## Hamiltonian, conventions and premises

A hydrogenic donor in a semiconductor has a binding energy proportional to the effective mass, so a change of mass rescales the whole spectrum. An electron bound to a point nucleus behaves in the same way relativistically, and this fixes how the mass counterterm of quantum electrodynamics (QED) shifts each level.

We set $\hbar=c=1$, so masses are energies; lengths are restored with $\hbar c$. The metric is $(+,-,-,-)$, $e^2=4\pi\alpha$, $a\equiv Z\alpha$, and $m$ is the observed electron mass. The premises are:

1. The nucleus is a point charge at rest with infinite mass, so $V=-a/r$.
2. The zero-order electron obeys $H\psi=E\psi$ with $H=\boldsymbol\alpha\cdot\mathbf p+\beta m+V$, where $\beta=\gamma^0$ and $\boldsymbol\alpha=\gamma^0\boldsymbol\gamma$. $E$ includes the rest energy. The Coulomb field is kept to all orders (Furry picture).
3. The quantised radiation field is treated to first order in $\alpha$ by the Feynman rules, and the regulator respects gauge invariance (Ward identity).

## Radial equations

Write $\psi=r^{-1}\,(G\,\Omega_{\kappa\mu},\ iF\,\Omega_{-\kappa\mu})^T$ with real $G,F$ and $\int_0^\infty(G^2+F^2)\,dr=1$. Here $\kappa=-(l+1)$ for $j=l+\tfrac12$ and $\kappa=l$ for $j=l-\tfrac12$. The spin-angular functions obey $\boldsymbol\sigma\cdot\mathbf L\,\Omega_{\kappa\mu}=-(\kappa+1)\Omega_{\kappa\mu}$ and $\boldsymbol\sigma\cdot\hat{\mathbf r}\,\Omega_{\kappa\mu}=-\Omega_{-\kappa\mu}$. With $\boldsymbol\sigma\cdot\mathbf p=-i\,\boldsymbol\sigma\cdot\hat{\mathbf r}\,(\partial_r-\boldsymbol\sigma\cdot\mathbf L/r)$ this gives $\boldsymbol\sigma\cdot\mathbf p\,(G\Omega_{\kappa\mu}/r)=(i/r)(G'+\kappa G/r)\,\Omega_{-\kappa\mu}$, and likewise for $F$ with $\kappa\to-\kappa$. The lower and upper rows of $H\psi=E\psi$ become

$$G'+\frac{\kappa}{r}G=A\,F,\qquad F'-\frac{\kappa}{r}F=-B\,G,\qquad A=E-V+m,\quad B=E-V-m. \tag{1}$$

## Step 1: the spectrum

For a bound state $|E|<m$; put $\lambda=\sqrt{m^2-E^2}$ and

$$G=e^{-\lambda r}\sum_{k\ge0} g_k r^{\gamma+k},\qquad F=e^{-\lambda r}\sum_{k\ge0} f_k r^{\gamma+k}.$$

Collect the power $r^{\gamma+k-1}$ in (1), define $s_k=\lambda g_k+(m+E)f_k$ with $s_{-1}=0$, and use $\lambda^2/(m+E)=m-E$:

$$(\gamma+k+\kappa)g_k-a f_k=s_{k-1},\qquad a g_k+(\gamma+k-\kappa)f_k=\frac{\lambda}{m+E}\,s_{k-1}. \tag{2}$$

For $k=0$ the system is homogeneous, so its determinant $\gamma^2-\kappa^2+a^2$ vanishes:

$$\gamma=\sqrt{\kappa^2-a^2},\qquad f_0=\frac{\gamma+\kappa}{a}\,g_0 .$$

The negative root gives a density $r^{-2\gamma}$, which is not integrable at the origin when $\gamma>\tfrac12$, and is discarded. For $k\ge1$ the determinant is $D_k=(\gamma+k)^2-\gamma^2=k(k+2\gamma)$, and

$$g_k=\frac{s_{k-1}}{D_k}\Big[\gamma+k-\kappa+\frac{a\lambda}{m+E}\Big],\qquad f_k=\frac{s_{k-1}}{D_k}\Big[\frac{(\gamma+k+\kappa)\lambda}{m+E}-a\Big].$$

In $s_k=\lambda g_k+(m+E)f_k$ the $\kappa$ terms cancel and the $a$ terms give $a(m-E)-a(m+E)=-2aE$:

$$s_k=\frac{2\,[\lambda(\gamma+k)-aE]}{k(k+2\gamma)}\,s_{k-1}. \tag{3}$$

At large $k$ the ratio tends to $2\lambda/k$, the ratio of the series of $e^{2\lambda r}$, so an unterminated solution grows as $e^{+\lambda r}$. Normalisability requires $s_{n_r}=0$ for some integer $n_r\ge0$, taken as the smallest such index. For $n_r\ge1$, (3) gives $\lambda(n_r+\gamma)=aE$. For $n_r=0$, $s_0=0$ reads $\lambda/(m+E)=-(\gamma+\kappa)/a$. The left side is positive, so $\kappa<0$; squaring gives $(m-E)/(m+E)=(|\kappa|-\gamma)/(|\kappa|+\gamma)$, hence $E=m\gamma/|\kappa|$, which again satisfies $\lambda\gamma=aE$. Solving $\lambda(n_r+\gamma)=aE$ for $E>0$:

$$E=m\Big[1+\frac{a^2}{(n_r+\gamma)^2}\Big]^{-1/2}=m\,\frac{n_r+\gamma}{N},\qquad N^2=(n_r+\gamma)^2+a^2=n_r^2+2n_r\gamma+\kappa^2. \tag{4}$$

The principal quantum number is $n=n_r+|\kappa|$.

## Step 2: Hellmann–Feynman theorem with its boundary term

The potential is singular, so the theorem is proved on the radial equations, where the boundary term is visible. Let a dot denote the derivative with respect to a parameter at fixed $r$ and $\kappa$. From (1),

$$\dot G'=-\frac{\kappa}{r}\dot G+A\dot F+\dot A F,\qquad \dot F'=\frac{\kappa}{r}\dot F-B\dot G-\dot B G .$$

Form $W=F\dot G-G\dot F$. In $W'=F'\dot G+F\dot G'-G'\dot F-G\dot F'$ the terms in $\kappa/r$, $A$ and $B$ cancel in pairs, leaving

$$W'=\dot A F^2+\dot B G^2. \tag{5}$$

At infinity $W$ vanishes exponentially. At the origin $G,F\sim r^\gamma$ and $\dot G,\dot F$ are at most of order $r^\gamma\ln r$, so $W\to0$ for every $\gamma>0$. Therefore $\int_0^\infty(\dot AF^2+\dot BG^2)\,dr=0$.

**Parameter $m$.** $\dot A=\partial_mE+1$ and $\dot B=\partial_mE-1$, so $\partial_mE=\int(G^2-F^2)\,dr$. Since $\beta=\mathrm{diag}(1,1,-1,-1)$, this integral is $\langle\beta\rangle$.

**Parameter $Z$.** $\dot A=\dot B=\partial_ZE-V/Z$, so $Z\,\partial_ZE=\langle V\rangle$. The average exists because $r^{2\gamma-1}$ is integrable.

## Step 3: the virial relations

Equation (4) is linear in $m$ at fixed $a$. A scaling argument shows why, and covers other potentials. For a central $V(r)$ take the family $V_\eta(r)=\eta V(\eta r)$. The substitution $\mathbf x=\eta\mathbf r$ gives $H=\eta\,[\boldsymbol\alpha\cdot\mathbf p_x+\beta m/\eta+V(x)]$, so $E(m,\eta)=\eta\,E(m/\eta,1)$. Differentiate at $\eta=1$. The left side is $\langle V+rV'\rangle$ by (5), and the right side is $E-m\,\partial_mE$:

$$m\langle\beta\rangle=E-\langle V+rV'\rangle. \tag{6}$$

For $V\propto1/r$ the last term is zero. Combining this with $E=\langle\boldsymbol\alpha\cdot\mathbf p\rangle+m\langle\beta\rangle+\langle V\rangle$ and the normalisation,

$$\langle\beta\rangle=\frac{E}{m},\qquad \langle\boldsymbol\alpha\cdot\mathbf p\rangle=-\langle V\rangle,\qquad \int_0^\infty F^2dr=\frac12\Big(1-\frac Em\Big). \tag{7}$$

For $\langle V\rangle=a\,\partial_aE$ put $\nu=n_r+\gamma$, with $\partial_a\nu=-a/\gamma$. Then

$$\partial_aE=-m\,\frac{\nu^3}{N^3}\Big[\frac{a}{\nu^2}+\frac{a^3}{\gamma\nu^3}\Big]=-\frac{ma\,(\gamma\nu+a^2)}{\gamma N^3},$$

and $\gamma\nu+a^2=\kappa^2+n_r\gamma$, so

$$\langle V\rangle=-\frac{m a^2\,(\kappa^2+n_r\gamma)}{\gamma N^3}. \tag{8}$$

With $\gamma_1=\sqrt{1-a^2}$ and $\gamma_2=\sqrt{4-a^2}$:

- $1s$ ($\kappa=-1$, $n_r=0$, $N=1$): $E=m\gamma_1$, $\langle V\rangle=-ma^2/\gamma_1$.
- $2p_{1/2}$ ($\kappa=+1$, $n_r=1$, $N^2=2+2\gamma_1$): $E=mN/2$, $\langle V\rangle=-ma^2/(2\gamma_1N)$.
- $2p_{3/2}$ ($\kappa=-2$, $n_r=0$, $N=2$): $E=m\gamma_2/2$, $\langle V\rangle=-ma^2/(2\gamma_2)$.

For $a\to0$, $E-m\to-ma^2/2n^2$ and $\langle V\rangle\to-ma^2/n^2$, the Schrödinger virial ratio 2 known from the donor problem. The relation $\langle\beta\rangle=E/m$ is special to the Coulomb field: a free electron has $E=\sqrt{\mathbf p^2+m^2}$ and $\langle\beta\rangle=\partial_mE=m/E$.

## Step 4: the mass counterterm

The Lagrangian contains a bare mass $m_0$. Emission and reabsorption of virtual photons add $\delta m$, much as phonons dress a band mass into a polaron mass, and only $m=m_0+\delta m$ is observed. The zero-order states were built with $m$, so the mass term is split as $-m_0\bar\psi\psi=-m\bar\psi\psi+\delta m\,\bar\psi\psi$. The interaction Hamiltonian density then contains $-\delta m\,\bar\psi\psi=-\delta m\,\psi^\dagger\beta\psi$. Its first-order shift of a one-electron level relative to the vacuum is

$$\Delta E_{\rm ct}=-\delta m\,\langle\beta\rangle=-\delta m\,\frac{E}{m}. \tag{9}$$

This agrees with (4): replacing $m$ by $m-\delta m$ multiplies every level by $1-\delta m/m$.

**Value of $\delta m$.** Let the full propagator be $i/(\gamma\cdot p-m_0-\Sigma)$. In Feynman gauge the one-loop rule is

$$-i\Sigma(p)=(-ie)^2\!\int\!\frac{d^4k}{(2\pi)^4}\,\gamma^\mu\frac{i(\gamma\cdot k+m)}{k^2-m^2}\gamma_\mu\,\frac{-i}{(p-k)^2}.$$

Regulate by subtracting the same expression with a photon of mass $\Lambda$ (Pauli–Villars). Use $\gamma^\mu(\gamma\cdot k+m)\gamma_\mu=-2\gamma\cdot k+4m$, join the denominators with a parameter $x$ on the photon line, and shift $k=\ell+xp$; the term odd in $\ell$ drops. The denominator is $(\ell^2-\Delta_\Lambda)^2$ with $\Delta_\Lambda=(1-x)(m^2-xp^2)+x\Lambda^2$. Wick rotation with $t=\ell_E^2$ gives

$$\frac{i}{16\pi^2}\int_0^\infty t\,dt\Big[\frac{1}{(t+\Delta_0)^2}-\frac1{(t+\Delta_\Lambda)^2}\Big]=\frac{i}{16\pi^2}\ln\frac{\Delta_\Lambda}{\Delta_0},$$

and the prefactor $(-ie)^2(i)(-i)=-e^2$ leads to

$$\Sigma(p)=\frac{\alpha}{2\pi}\int_0^1dx\,(2m-x\,\gamma\cdot p)\ln\frac{\Delta_\Lambda}{\Delta_0}. \tag{10}$$

The pole lies at $\gamma\cdot p=m$ if $\delta m$ equals $\Sigma$ on the mass shell, where $\Delta_0=(1-x)^2m^2$ and, for $\Lambda\gg m$, $\Delta_\Lambda\to x\Lambda^2$. With $\int_0^1(2-x)\,dx=\tfrac32$, $\int_0^1(2-x)\ln x\,dx=-\tfrac74$ and $\int_0^1(2-x)\ln(1-x)\,dx=-\tfrac54$, the constant is $-\tfrac74+\tfrac52=\tfrac34$:

$$\delta m=\frac{3\alpha m}{4\pi}\Big[\ln\frac{\Lambda^2}{m^2}+\frac12\Big]. \tag{11}$$

**Cancellation in a bound state.** Expand the bound propagator inside the loop in powers of $V$. Each insertion adds one free propagator and lowers the degree of divergence by one, so terms with two or more insertions converge. Let $L=\ln(\Lambda/m)$.

*Zero-potential term.* The $\Lambda$-dependent part of (10) is $(\alpha/\pi)L\,(2m-\tfrac12\gamma\cdot p)=(3\alpha/2\pi)Lm+b\,(\gamma\cdot p-m)$ with $b=-(\alpha/2\pi)L$. The shift is $\langle\gamma^0\Sigma\rangle$ at $p^0=E$. Since $\gamma^0(\gamma\cdot p-m)=E-\boldsymbol\alpha\cdot\mathbf p-\beta m$, which acts on $\psi$ as $V$,

$$\Delta E_0\to\frac{3\alpha}{2\pi}L\,E-\frac{\alpha}{2\pi}L\,\langle V\rangle ,$$

where $m\langle\beta\rangle=E$ was used.

*One-potential term.* The vertex correction $\Gamma^\mu$ diverges logarithmically, so its $\Lambda$-dependent part does not depend on the external momenta, and the Ward identity $\Gamma^\mu(p,p)=-\partial\Sigma/\partial p_\mu$ fixes it as $-b\gamma^\mu$. The bare vertex $\gamma^0$ gives $\langle V\rangle$, so $\Delta E_1\to+(\alpha/2\pi)L\langle V\rangle$.

*Counterterm.* From (9) and (11), $\Delta E_{\rm ct}\to-(3\alpha/2\pi)L\,E$.

The three coefficients of $L$ add to zero for every level. The two averages of Step 3 are thus the only matrix elements in the divergent part of the one-loop self-energy.

## Range of validity

- Equations (4), (7) and (8) are exact in $Z\alpha$ for a static point nucleus. The choice of $+\gamma$ is forced by normalisability when $\gamma>\tfrac12$, that is $Z\alpha<\sqrt3/2=0.866$ for $|\kappa|=1$. Bismuth has $Z\alpha=0.61$, so all elements up to it are covered.
- $\langle\beta\rangle=\partial_mE$ and $\Delta E_{\rm ct}=-\delta m\langle\beta\rangle$ hold for any static potential of the kind $V(r)$ that does not depend on $m$, and $\langle V\rangle=Z\partial_ZE$ whenever $V\propto Z$ at fixed shape. The step to $E/m$ needs the pure $1/r$ form. Finite nuclear size or a screening potential brings in the last term of (6).
- Equation (9) is of first order in $\alpha$, and (11) needs $\Lambda\gg m$ and depends on the regulator. The counterterm alone is not observable. Vacuum polarisation is renormalised separately, through the charge.
- Nuclear recoil is absent; it enters at relative order $m/M$.

## Illustration: $2p_{1/2}$ and $2p_{3/2}$ of Sn$^{49+}$

Inputs: $Z=50$, $\alpha^{-1}=137.036$, $mc^2=510\,998.95$ eV, $\hbar c=1973.27$ eV Å. Then $a=0.364868$ and $a^2=0.133128$. All entries belong to the point-nucleus Dirac model.

| Quantity | $2p_{1/2}$ | $2p_{3/2}$ |
|---|---|---|
| $\gamma$ | 0.931059 | 1.966436 |
| $N$ | 1.965227 | 2 |
| $\langle\beta\rangle=E/m$ | 0.982614 | 0.983218 |
| $\int F^2dr$ | 0.008693 | 0.008391 |
| $E-m$ (eV) | −8884.4 | −8575.5 |
| $\langle V\rangle=-\langle\boldsymbol\alpha\cdot\mathbf p\rangle$ (eV) | −18589.6 | −17297.4 |
| $\langle V\rangle/(E-m)$ | 2.0924 | 2.0171 |
| $\langle 1/r\rangle^{-1}$ (Å) | 0.03873 | 0.04162 |

The $2p_{1/2}$ state departs further from the ratio 2. Its lower component has $s$-like angular form and its density near the nucleus goes as $r^{2\gamma_1}$ instead of $r^{2\gamma_2}$. The model's fine-structure interval is 308.9 eV, equal to a wavelength of 4.01 nm or to $k_BT$ at $3.6\times10^6$ K. The leading term of (4) in powers of $a$, $ma^4/32$, is only 283.0 eV, so the all-order form is needed.

Raising $\Lambda$ by a factor $\exp(1)$ raises $\delta m/m$ by $3\alpha/2\pi=3.484\times10^{-3}$. The coefficients of $L$, in eV, are:

| Term | $2p_{1/2}$ | $2p_{3/2}$ |
|---|---|---|
| zero-potential | 1771.07 | 1770.65 |
| one-potential | −21.59 | −20.09 |
| counterterm | −1749.48 | −1750.56 |
| sum | 0 | 0 |

The counterterm changes the interval by −1.08 eV per unit of $L$. A code that subtracts $\delta m$ instead of $\delta m\,E/m$ leaves residues $-(3\alpha/2\pi)(m-E)$ of −30.96 and −29.88 eV per unit of $L$, and its interval drifts with the cutoff by +1.08 eV per unit.

The omitted physical terms set the scale for this. At lowest order in $Z\alpha$ the $2p$ interval is spin–orbit coupling proportional to $g-1$, and the one-loop moment $g=2+\alpha/\pi$ adds $(\alpha/\pi)\,ma^4/32\approx0.7$ eV, or 0.2 per cent; higher orders in $Z\alpha$ can change this estimate by tens of per cent. For a typical nuclear mass of 120 u, $m/M=4.6\times10^{-6}$ and the reduced-mass shift of each level is 0.04 eV, nearly equal for both. For a uniformly charged sphere with a typical radius $R=6.0\times10^{-5}$ Å, the interior potential is $-a(3R^2-r^2)/2R^3$; averaging its difference from $-a/r$ over the $2p_{1/2}$ function of Step 1 raises that level by 0.008 eV. Inside the sphere $V+rV'=-(3a/2R)(1-r^2/R^2)$, and by (6) $m\langle\beta\rangle$ then exceeds $E$ by 0.015 eV. The model's 308.9 eV therefore describes the real ion to about 1 eV, and a wrong factor in the counterterm would, per unit of $L$, already exceed the finite radiative correction to the interval.